**Q:** I write gallium in GaN as Ga³⁺ and cadmium in CdS as Cd²⁺. How much of that charge does a calculation find, and could I guess it for AlN and ZnS?

**A:** Start with the compounds whose charges we know.

Zincblende compounds (space group F-43m) with the metal on site A and the non-metal on site B, relaxed with Ansatz 0.2.0 (plane-wave PAW, scalar-relativistic, r2SCAN, no spin polarisation, 500 eV cutoff, Gaussian smearing). Bader charges are positive for atoms that lose electrons; d electrons are Löwdin populations.

```tsv
formula	element on site A	Z A	element on site B	Z B	difference of Pauling electronegativities	valence electrons	volume per atom (Å³)	shortest distance (Å)	k mesh	smearing width	Bader charge, site A (e)	Bader volume, site A (Å³)	Bader volume, site B (Å³)	d electrons, site A (e)
AlN	Al	13	N	7	?	8	10.43	1.892	10×10×10	0.02 eV	?	?	?	?
ZnS	Zn	30	S	16	?	18	19.56	2.334	8×8×8	0.02 eV	?	?	?	?
ZnSe	Zn	30	Se	34	0.9	18	22.73	2.453	8×8×8	0.02 eV	0.83	14.65	30.82	9.98
GaN	Ga	31	N	7	1.23	8	11.37	1.948	10×10×10	0.02 eV	1.64	9.27	13.48	9.98
GaP	Ga	31	P	15	0.38	8	20.24	2.360	8×8×8	0.02 eV	0.91	14.74	25.74	9.98
GaAs	Ga	31	As	33	0.37	8	22.74	2.454	8×8×8	0.02 eV	0.76	16.66	28.83	9.99
GaSb	Ga	31	Sb	51	0.24	8	28.82	2.655	10×10×10	0.02 eV	0.37	20.90	36.76	9.99
CdS	Cd	48	S	16	0.89	18	25.39	2.546	8×8×8	0.02 eV	0.94	20.76	30.03	9.98
CdSe	Cd	48	Se	34	0.86	18	28.84	2.656	8×8×8	0.02 eV	0.82	22.46	35.23	9.98
CdTe	Cd	48	Te	52	0.41	18	35.22	2.839	8×8×8	0.02 eV	0.62	24.92	45.51	9.99
InP	In	49	P	15	0.41	8	25.77	2.558	8×8×8	0.02 eV	0.97	21.59	29.95	9.98
InAs	In	49	As	33	0.4	8	28.49	2.645	10×10×10	0.01 eV	0.84	23.70	33.29	9.98
InSb	In	49	Sb	51	0.27	8	35.21	2.838	12×12×12	0.1 eV	0.53	28.00	42.42	9.99
HgTe	Hg	80	Te	52	0.1	18	35.47	2.845	12×12×12	0.1 eV	0.18	30.50	40.42	9.96
```

The Bader charge comes from dividing the crystal's electron density into one region for each atom. The boundaries follow the valleys of low density between atoms. One then counts the electrons in each region and compares the count with the neutral atom. Gallium in GaN has lost 1.64 electrons, not three, and mercury in HgTe only 0.18, not two.

**Q:** So where did the formal charge go wrong?

**A:** It hands both electrons of every bond to the non-metal. In a real bond they are shared unevenly, and the unevenness depends on how much more strongly the non-metal attracts them. The difference of Pauling electronegativities is a rough measure of that pull. It is large in GaN and very small in HgTe.

**Q:** Then electronegativity alone should give me the charge.

**A:** Compare InP with CdTe. Both have a difference of 0.41, yet indium loses 0.97 electrons and cadmium 0.62. That ratio is close to three to two, the ratio of their formal charges. The match isn't always so good: in InAs, with a difference of 0.40, indium loses 0.84 e, which is still more than cadmium but by a smaller factor. A natural reading is that indium brings three outer electrons to its four bonds and cadmium two, so the same pull moves more charge from indium.

**Q:** And if the pull gets stronger, does the charge keep rising in step?

**A:** It should level off. Each bit of charge that leaves makes the metal hold its remaining electrons more tightly, while the non-metal repels newcomers more. The metal also has only two or three outer electrons to give. So I want a rule that starts at zero for equal partners and flattens towards the formal charge:

charge ≈ 0.97 × formal charge × Δ/(1 + Δ)

Here Δ is the electronegativity difference. The upper end was meant to be the formal charge, and the fitted factor puts it 3% lower. The zero at the start is an assumption: I take it that equal partners exchange no net charge, although four evenly shared pairs would leave gallium with four electrons, one more than it brought. The curve between the ends is my choice too. I set the 1 in the denominator after looking at the known compounds. The factor 0.97 is a least-squares fit to their twelve charges.

**Q:** How far can I trust it?

**A:** Its typical (root-mean-square) miss is 0.09 e. If I leave out either the formal charge or the levelling-off and refit the factor, the miss roughly doubles. The worst case is GaSb, where the rule gives 0.56 e and the calculation 0.37. The rule also can't explain why the charge drops by 0.15 e from GaP to GaAs, whose electronegativity differences are almost the same.

**Q:** Let me try ZnS. Pauling's values give a difference of about 0.93, so 0.97 × 2 × 0.93/1.93 = 0.93 e.

**A:** Good, and ZnS was not in the fit. There is also a more direct route, since we know ZnSe and the effect of replacing selenium by sulfur next to cadmium. That gives 0.83 + (0.94 − 0.82) = 0.95 e. The same kind of step among the gallium and indium compounds misses GaP by 0.02 e and GaAs by 0.08. My forecast for ZnS is therefore 0.95 e, with a range of 0.87 to 1.03.

**Q:** For AlN the difference is about 1.4. The rule gives 0.97 × 3 × 1.4/2.4 = 1.7 e, barely more than GaN.

**A:** There I don't follow the rule, because aluminium has a different core. Every metal in the known rows has a filled d shell just beneath its outer electrons. You can see it in the column “d electrons, site A”; the column “valence electrons” hides it for gallium and indium, because that count leaves their d shell out. Aluminium's outer electrons sit above a small, neon-like core instead.

**Q:** Why should a core that doesn't bond change the charge?

**A:** Because it helps to decide where the boundary falls. Walk along a bond from the metal to nitrogen: the density falls away from the metal's core, passes through a minimum and rises again near nitrogen. A filled d shell is expected to reach further out than aluminium's core and to push that minimum away from the metal. Around a compact core the minimum should lie closer in, so that more of the bond's electrons are counted with nitrogen.

**Q:** Can you put a number on that?

**A:** Only by judgement. Aluminium's Bader charges in strongly polar solids generally come out near the formal value, so I forecast 2.3 e, with a range of 2.0 to 2.6. If the boundary argument is right, aluminium should also fill a smaller part of the cell than gallium does in GaN, where the share is 0.41. I expect about 0.25, with a range of 0.15 to 0.35.

**Q:** Then let's see the calculated values.

The withheld rows as computed:

```tsv
formula	element on site A	Z A	element on site B	Z B	difference of Pauling electronegativities	valence electrons	volume per atom (Å³)	shortest distance (Å)	k mesh	smearing width	Bader charge, site A (e)	Bader volume, site A (Å³)	Bader volume, site B (Å³)	d electrons, site A (e)
AlN	Al	13	N	7	1.43	8	10.43	1.892	10×10×10	0.02 eV	2.48	3.80	17.06	0.00
ZnS	Zn	30	S	16	0.93	18	19.56	2.334	8×8×8	0.02 eV	0.96	13.11	26.02	9.98
```

**A:** ZnS comes out at 0.96 e, within 0.01 of the forecast from its neighbours and 0.03 above the rule. Zinc and cadmium have the same formal charge and the same kind of core, and the change from selenium to sulfur acts almost equally on both.

**Q:** And AlN has 2.48 e. That's inside your range, but you were too low.

**A:** By 0.18 e, while the rule alone is too low by 0.79. Aluminium's share of the volume is 0.18, also inside the range but smaller than I expected. Both misses fit a boundary that lies even closer to aluminium than I expected.

**Q:** Does that prove it's the core?

**A:** No. Aluminium is also less electronegative than gallium, and this one compound changes both things together. By the rule, though, the difference in electronegativity accounts for only about 0.1 e of the 0.84 e between GaN and AlN. That figure relies on the levelling-off, which the known compounds don't test beyond GaN. But even if the charge grew in proportion to the electronegativity difference, GaN's 1.64 e would rise only to 1.91 e, well short of 2.48. The bonds are also nearly equally long, so the small aluminium region is not just the result of a smaller crystal. The numbers fit the boundary argument, but a single aluminium compound can't settle it.

**Q:** Could I use the volume share to rank the other compounds?

**A:** No. Mercury has the largest share of all the metals here and the smallest charge. The share helped because GaN and AlN have the same non-metal and similar bond lengths.

**Q:** So is aluminium in AlN really that much more ionic than gallium in GaN?

**A:** More ionic, yes, but how much more depends on the method. A Löwdin count assigns electrons to atomic orbitals and draws no boundary in space. Counting the metal's s and p electrons, it gives aluminium +1.13 e in AlN and gallium +0.79 e in GaN. That is a difference of 0.34 e, against 0.84 e by Bader. So the boundary is probably not the whole story, though a Löwdin count has its own bias from the orbitals chosen. For GaSb it even reverses the sign: gallium has −0.29 e there, against +0.37 by Bader. That is the direction in which evenly shared pairs would push it. When you use such charges, keep to one method, and estimate a new compound from a neighbour whose metal has the same formal charge and the same kind of core.
